\section*{Appendix: Gorsky relaxation time and strength in a bent foil}

\subsection*{Premises and conventions}

A foil of thickness $h$ occupies $-h/2\le z\le h/2$; its length (along $x$) and width $w$ (along $y$) are much larger than $h$. Tensile stress is positive, and $z$ points to the face put in tension. The reference state is the unstressed, homogeneously charged, single-phase foil, with volume $v$ per metal atom. The hydrogen-to-metal ratio is $c$, and $n=c/v$ is the number of H atoms per reference volume. The premises are:
\begin{enumerate}
\item[(P1)] A change $\delta n$ causes the isotropic stress-free strain $\eta\,\delta_{ij}$ with $\eta=\Omega\,\delta n/3$, where $\Omega$ is the partial volume per H atom.
\item[(P2)] The host is linearly elastic, coherent and cubic, with foil normal [001] and $x\parallel[100]$. The moduli do not depend on $\delta n$.
\item[(P3)] Conditions are isothermal, and mechanical equilibrium is instantaneous on the time scale of diffusion.
\item[(P4)] The flux is $J=-M\,\partial_z\mu$ with constant $M$, and no hydrogen crosses the surfaces.
\item[(P5)] A moment $m$ per unit width is switched on at $t=0$ and held constant; the long edges are free, so the transverse curvature is unconstrained.
\end{enumerate}

\subsection*{Chemical potential under stress}

By (P1) and (P2) the free energy density is
\begin{equation}
f=f_0(n,T)+\tfrac12 C_{ijkl}(\varepsilon_{ij}-\eta\delta_{ij})(\varepsilon_{kl}-\eta\delta_{kl}),
\end{equation}
where $f_0$ belongs to the freely expanding crystal. With $\sigma_{ij}=\partial f/\partial\varepsilon_{ij}$ and $\partial\eta/\partial n=\Omega/3$, differentiation at fixed strain gives the Larch\'e--Cahn form
\begin{equation}
\mu=\mu_0(n,T)-\tfrac13\Omega\,\mathrm{tr}\,\sigma,\qquad
\delta\mu=\mu_0'\,\delta n-\tfrac13\Omega\,\mathrm{tr}\,\sigma ,
\label{g:mu}
\end{equation}
with $\mu_0=\partial f_0/\partial n$ and $\mu_0'=\partial\mu_0/\partial n$ taken at zero stress in the reference state.

\subsection*{Stress in the foil}

Farther than about $h$ from the edges all fields depend on $z$ only. Equilibrium, $\partial_z\sigma_{iz}=0$, and traction-free faces then give $\sigma_{iz}=0$. Compatibility makes the in-plane strains linear in $z$. The driving stress is odd in $z$, so $\delta n$ is odd, the mid-plane strain vanishes, and $\varepsilon_{xx}=\kappa_x z$, $\varepsilon_{yy}=\kappa_y z$. With $E=1/S_{11}$ and $\nu=-S_{12}/S_{11}$,
\begin{equation}
\kappa_x z=\frac{\sigma_{xx}-\nu\sigma_{yy}}{E}+\eta,\qquad
\kappa_y z=\frac{\sigma_{yy}-\nu\sigma_{xx}}{E}+\eta .
\label{g:hooke}
\end{equation}
Define $I=h^3/12$ and the slope of the linear part of an odd function $u$,
\begin{equation}
s[u]=\frac1I\int_{-h/2}^{h/2}u\,z\,dz .
\end{equation}
By (P5), $s[\sigma_{xx}]=m/I$ and $s[\sigma_{yy}]=0$. Applying $s$ to the first of Eqs.~\eqref{g:hooke} splits the curvature into an elastic and an anelastic part,
\begin{equation}
\kappa_x=\frac{m}{EI}+\kappa_a,\qquad \kappa_a=s[\eta]=\tfrac13\Omega\,s[\delta n].
\label{g:kappa}
\end{equation}
The sum of Eqs.~\eqref{g:hooke} gives $\mathrm{tr}\,\sigma=Y[(\kappa_x+\kappa_y)z-2\eta]$ with the biaxial modulus $Y=E/(1-\nu)$. The condition $s[\mathrm{tr}\,\sigma]=m/I$ fixes $\kappa_x+\kappa_y=m/(YI)+2s[\eta]$, so that
\begin{equation}
\mathrm{tr}\,\sigma=\frac{mz}{I}-2Y\,(\eta-s[\eta]\,z).
\label{g:tr}
\end{equation}
The second term is the coherency stress. It vanishes for a linear profile, which a free foil accommodates by bending without stress. Inserting \eqref{g:tr} in \eqref{g:mu},
\begin{equation}
\frac{\delta\mu}{\mu_0'}=\delta n+\beta\,(\delta n-s[\delta n]z)-gz,\qquad
\beta=\frac{2Y\Omega^2}{9\mu_0'},\quad g=\frac{\Omega m}{3I\mu_0'} .
\label{g:dmu}
\end{equation}

\subsection*{Relaxation strength}

In final equilibrium $\delta\mu$ is uniform, and being odd it is zero. Equation~\eqref{g:dmu} then makes $\delta n$ proportional to $z$, the $\beta$ term drops out, and $\delta n_\infty=gz$: hydrogen accumulates on the tensile side. From \eqref{g:kappa}, $\kappa_a(\infty)=\Omega g/3$. The strength, defined as the ratio of final anelastic to elastic curvature, is
\begin{equation}
\Delta=\frac{\kappa_a(\infty)}{m/EI}=\frac{E\Omega^2}{9}\left(\frac{\partial n}{\partial\mu}\right)_{T,\sigma=0},
\qquad \beta=\frac{2\Delta}{1-\nu}.
\label{g:Delta}
\end{equation}
This holds for any size of $\Delta$; the relaxed modulus is $E/(1+\Delta)$. In the dilute limit $\mu_0=k_BT\ln n+\text{const}$, so $\mu_0'=k_BT/n$ and
\begin{equation}
\Delta_{\rm dil}=\frac{n\,\Omega^2E}{9k_BT},\qquad \Delta=\frac{\Delta_{\rm dil}}{\Phi},\qquad \Phi=\frac{n\mu_0'}{k_BT},
\end{equation}
where $\Phi$ is the thermodynamic factor.

Write $\mu_0=\bar H(c)-T\bar S(c)$ and assume that the partial enthalpy and entropy do not depend on $T$. Then $\partial\mu_0/\partial c=-\bar S'\,(T-T_s)$ with $T_s=\bar H'/\bar S'$, and $\Delta$ has the Curie--Weiss form. For a mean-field lattice gas with $r$ accessible sites per metal atom and attraction $u$,
\begin{equation}
\mu_0=k_BT\ln\frac{c}{r-c}-uc,\qquad
\frac{\partial\mu_0}{\partial c}=\frac{k_B(T-T_s)}{c(1-c/r)},\qquad k_BT_s=uc(1-c/r).
\label{g:lg}
\end{equation}
Since $\partial n/\partial\mu=v^{-1}\partial c/\partial\mu$,
\begin{equation}
\Delta=\frac{A}{T-T_s},\qquad A=\frac{E\Omega^2}{9vk_B}\,c\,(1-c/r).
\label{g:CW}
\end{equation}
$T_s(c)$ is the stress-free (incoherent) spinodal, with its maximum $T_c=ur/4k_B$ at $c=r/2$.

\subsection*{Diffusion problem}

Let $U=\delta n-gz$, so that $U(z,0)=-gz$, and define the stress-free chemical diffusion coefficient
\begin{equation}
D=M\mu_0'=D_J\Phi,\qquad D_J=\frac{Mk_BT}{n}.
\end{equation}
Since $z-s[z]z=0$, Eq.~\eqref{g:dmu} reads $\delta\mu/\mu_0'=KU\equiv(1+\beta)U-\beta s[U]z$. Continuity, $\partial_tU=M\partial_z^2\delta\mu$, and zero flux at the faces give
\begin{equation}
\partial_tU=D(1+\beta)\,\partial_z^2U,\qquad (1+\beta)\,\partial_zU\big|_{\pm h/2}=\beta\,s[U].
\label{g:pde}
\end{equation}
The term linear in $z$ has no second derivative and survives only in the boundary condition. The observable is
\begin{equation}
\frac{\kappa_a(t)}{\kappa_a(\infty)}=1+\frac{s[U]}{g}=1-\sum_j w_j\,e^{-t/\tau_j}.
\end{equation}

\subsection*{Weak coupling, $\Delta\ll1$}

For $\beta\to0$ the boundary condition is $\partial_zU=0$. The odd modes $\sin q_jz$ need $\cos(q_jh/2)=0$, so $q_j=(2j+1)\pi/h$, $j=0,1,2,\dots$, and
\begin{equation}
\tau_j=\frac{h^2}{(2j+1)^2\pi^2D}.
\label{g:tau}
\end{equation}
The modes are orthogonal, with $\int\sin^2q_jz\,dz=h/2$ and $\int z\sin q_jz\,dz=2(-1)^j/q_j^2$. The expansion coefficient of $z$ is therefore $4(-1)^j/(hq_j^2)$, and $s[\sin q_jz]=24(-1)^j/(h^3q_j^2)$. Their product is the weight,
\begin{equation}
w_j=\frac{96}{(q_jh)^4}=\frac{96}{\pi^4(2j+1)^4}.
\label{g:w}
\end{equation}
The weights sum to unity because $\sum_j(2j+1)^{-4}=\pi^4/96$. The first three are 0.9855, 0.0122 and 0.0016, so the after-effect is nearly a single exponential.

\subsection*{Arbitrary coupling}

Near a spinodal $\beta$ is not small and \eqref{g:pde} must be solved in full. Its Laplace transform in $t$ (variable $p$) is $p\tilde U+gz=D(1+\beta)\tilde U''$, with the odd solution $\tilde U=-gz/p+a\sinh kz$, $k^2=p/[D(1+\beta)]$. With $X=kh/2$, direct integration gives $s[\sinh kz]=kG(X)$, where
\begin{equation}
G(X)=\frac{3(X\cosh X-\sinh X)}{X^3}.
\end{equation}
The boundary condition becomes $ak[(1+\beta)\cosh X-\beta G]=g/p$. The transform of $\kappa_a/\kappa_a(\infty)$ is $1/p+s[\tilde U]/g=akG/g=\Psi(p)/p$, with
\begin{equation}
\Psi(p)=\frac{G(X)}{(1+\beta)\cosh X-\beta G(X)}=\sum_j\frac{w_j}{1+p\tau_j}.
\label{g:Psi}
\end{equation}
The poles lie at $X=ix_j$. With $\gamma(x)=G(ix)=3(\sin x-x\cos x)/x^3$ and $b=\beta/(1+\beta)$,
\begin{equation}
F(x_j)\equiv\cos x_j-b\,\gamma(x_j)=0,\qquad
\frac1{\tau_j}=\frac{4x_j^2(1+\beta)D}{h^2},\qquad
w_j=-\frac{2\gamma(x_j)}{(1+\beta)\,x_jF'(x_j)} .
\label{g:roots}
\end{equation}
The weight follows by matching $\gamma/[(1+\beta)F]$ to $w_j/(1-x^2/x_j^2)$ at $x\to x_j$. For $b=0$, $x_j=(2j+1)\pi/2$, $\gamma=3(-1)^j/x_j^3$, $F'=-(-1)^j$, hence $w_j=6/x_j^4$, which reproduces \eqref{g:tau} and \eqref{g:w}. For a harmonic moment the compliance is $E^{-1}[1+\Delta\Psi(i\omega)]$.

Three properties follow for every $\beta\ge0$.

(i) \emph{Mean time.} With $G=1+X^2/10+\dots$ and $\cosh X=1+X^2/2+\dots$, Eq.~\eqref{g:Psi} gives $\Psi=1-\tfrac25(1+\beta)X^2+\dots$. Since $X^2=ph^2/[4D(1+\beta)]$,
\begin{equation}
\bar\tau=\sum_jw_j\tau_j=\frac{h^2}{10D},
\label{g:mean}
\end{equation}
independent of $\beta$.

(ii) \emph{Initial rate.} For $X\to\infty$, $\Psi\to3/[(1+\beta)X^2]=12D/(ph^2)$, so $\kappa_a/\kappa_a(\infty)\simeq12Dt/h^2$ at short times, again free of $\beta$.

(iii) \emph{Slowest mode.} The dynamics is $\partial_tU=-LKU$, where $L=-D\partial_z^2$ with zero-slope boundary condition is positive on odd functions. $K=1+\beta(1-P)$, with $P$ the orthogonal projector $Pu=s[u]z$, satisfies $K\ge1$. The rates are the eigenvalues of $L^{1/2}KL^{1/2}\ge L$, so $1/\tau_0\ge\pi^2D/h^2$. Further, $LK$ is symmetric in the scalar product $\langle u,Ku'\rangle$ and $Kz=z$, so each $w_j$ is a squared overlap of $z$ with a mode and cannot be negative. The weights sum to $\Psi(0)=1$, so $\bar\tau\le\tau_0$, and
\begin{equation}
\frac{h^2}{10D}\le\tau_0\le\frac{h^2}{\pi^2D}.
\label{g:bound}
\end{equation}
The two bounds differ by 1.3\%. The lower one is reached for $\beta\to\infty$, where $x_0^2\to5/[2(1+\beta)]$. The higher roots stay near $(2j+1)\pi/2$, so those modes relax with about $D(1+\beta)$, the coherent diffusion coefficient.

Equation~\eqref{g:tau} for $j=0$ thus remains accurate near the spinodal, provided that $D$ is the stress-free coefficient. Both $\Delta$ and $\bar\tau$ contain $1/\mu_0'$ and grow as $1/(T-T_s)$ times smooth factors. Their ratio gives the mobility alone,
\begin{equation}
\frac{\bar\tau}{\Delta}=\frac{9h^2}{10E\Omega^2M}.
\end{equation}

\subsection*{Range of validity}

(a) \emph{Mode series.} Equations \eqref{g:tau} and \eqref{g:w} need $\beta\ll1$; Eqs.~\eqref{g:Delta}, \eqref{g:roots}, \eqref{g:mean} and \eqref{g:bound} need only $\mu_0'>0$. All times refer to constant moment.

(b) \emph{Transverse constraint.} Free transverse bending requires $w^2\kappa_x/h\ll1$, since otherwise membrane stresses suppress it. If $\kappa_y=0$, Eq.~\eqref{g:hooke} gives $\sigma_{yy}=\nu\sigma_{xx}-E\eta$. Equilibrium, $\eta=(\Delta/E)\,\mathrm{tr}\,\sigma$, then yields $\eta(1+\Delta)=(1+\nu)\Delta\,\sigma_{xx}/E$, while $\varepsilon_{xx}=(1-\nu^2)\sigma_{xx}/E+(1+\nu)\eta$. Hence
\begin{equation}
\Delta'=\frac{1+\nu}{1-\nu}\,\frac{\Delta}{1+\Delta}=\frac{1+\nu}{1-\nu}\,\frac{A}{T-T_s+A},
\label{g:constr}
\end{equation}
and the apparent spinodal drops to $T_s-A$. A Curie--Weiss intercept therefore depends on the mechanical boundary conditions.

(c) \emph{Orientation.} In a (001) foil bent along [110], $Y$, $\beta$ and the anelastic compliance $\Omega^2/9\mu_0'$ are unchanged, because the relation between the in-plane traces of stress and strain is invariant under rotation about $z$. Only $E$ in $\Delta$ is replaced by $E_{110}$, with $1/E_{110}=S_{11}-\tfrac12(S_{11}-S_{12}-\tfrac12S_{44})$.

(d) \emph{Linearity.} $\mu_0'$ and $M$ must vary little over $\pm gh/2$. This fails close to $T_s$, where gradient energy and fluctuations, absent from mean-field theory, also enter.

(e) \emph{Microstructure.} The foil must be single-phase and free of plastic flow and strong trapping, with sealed surfaces. A tetragonal part of the H strain field would add a fast local (Snoek) relaxation; for H in Ta it is typically small.

(f) \emph{Curie--Weiss form.} It holds only while $\bar H'$ and $\bar S'$ are independent of $T$.

\subsection*{Illustration: H in Ta}

In Ta--H the gap between two disordered solutions is hidden: ordered hydrides typically precipitate first, below roughly 335~K at the highest. $T_s$ is thus reached only by extrapolation from the single-phase region. Take $c=0.20$, $T=340$~K, $h=0.2$~mm, $w=5$~mm.

The compiled room-temperature constants of pure Ta (Blaschke) are $C_{11}=260.2$, $C_{12}=154.4$, $C_{44}=82.55$~GPa; their change with H content and temperature is ignored. They give
\begin{equation}
E=\frac{(C_{11}-C_{12})(C_{11}+2C_{12})}{C_{11}+C_{12}}=145.2~\text{GPa},\qquad \nu=\frac{C_{12}}{C_{11}+C_{12}}=0.372,
\end{equation}
$Y=231$~GPa and $E_{110}=193$~GPa. Typical inputs are $\Omega\approx2.8$~\AA$^3$ and an atomic volume of about 18.0~\AA$^3$, so $v=18.0+0.20\times2.8=18.6$~\AA$^3$. The illustrative values $r=0.6$ and $u=0.12$~eV are chosen to place the hidden critical point near 200~K, a typical estimate; they give $T_c=209$~K.

\emph{Strength.} Equations \eqref{g:lg} and \eqref{g:CW} give $T_s=185.7$~K, $E\Omega^2/9vk_B=493$~K and $A=65.7$~K (third figures are kept only for the arithmetic). Then
\begin{equation}
\Delta=\frac{65.7}{154.3}=0.43,\qquad \Delta_{\rm dil}=0.29,\qquad \Phi=0.68,\qquad \beta=1.4 .
\end{equation}
Bending along [110] multiplies $\Delta$ by 1.33. With suppressed transverse curvature, Eq.~\eqref{g:constr} gives $\Delta'=2.19\times65.7/220=0.65$ and an apparent spinodal at 120~K.

\emph{Modes.} For $\beta=1.4$ ($b=0.58$), Eq.~\eqref{g:roots} has $x_0=1.018$ and $x_1=4.70$. The rates in units of $D/h^2$ are 9.95 and 212, against 9.87 and 89 from \eqref{g:tau}, and $w_0$ rises to 0.995. The fundamental rate changes by 0.8\%, whereas the weak second mode becomes faster by a factor 2.4.

\emph{Time.} A typical dilute diffusivity is $D_{\rm dil}\approx4.4\times10^{-4}\exp(-0.14~\text{eV}/k_BT)$~cm$^2$/s, or $3.7\times10^{-6}$~cm$^2$/s at 340~K. Simple site blocking, $D_J=D_{\rm dil}(1-c/r)$, together with $\Phi=(1-T_s/T)/(1-c/r)$, gives $D=D_{\rm dil}(1-T_s/T)=1.7\times10^{-6}$~cm$^2$/s. Both $\bar\tau$ and $\tau_0$ are then 24~s.

\emph{Consistency.} A surface stress of 10~MPa means an elastic strain of $6.9\times10^{-5}$, a final $\delta c=\pm6\times10^{-4}$ at the faces, and $w^2\kappa_x/h=0.12$ after relaxation, so (b) and (d) are met. The competing thermoelastic (Zener) relaxation has strength $E\alpha^2T/C$. With the compiled expansion coefficient $\alpha=6.3\times10^{-6}$~K$^{-1}$ (Kaye and Laby Online, NPL) and $C\approx3k_B/v$, adequate above the compiled Debye temperature of 240~K (Wikipedia), it is $9\times10^{-4}$ and negligible.

The values $\Delta\approx0.43$ and $\tau_0\approx24$~s are the model's. The strength follows the chosen $r$ and $u$ directly. The activation energy of H motion in Ta typically rises with concentration, so the mobility at $c=0.2$ falls below the site-blocking estimate, and the model's time is expected to be too short, by up to about a factor of two.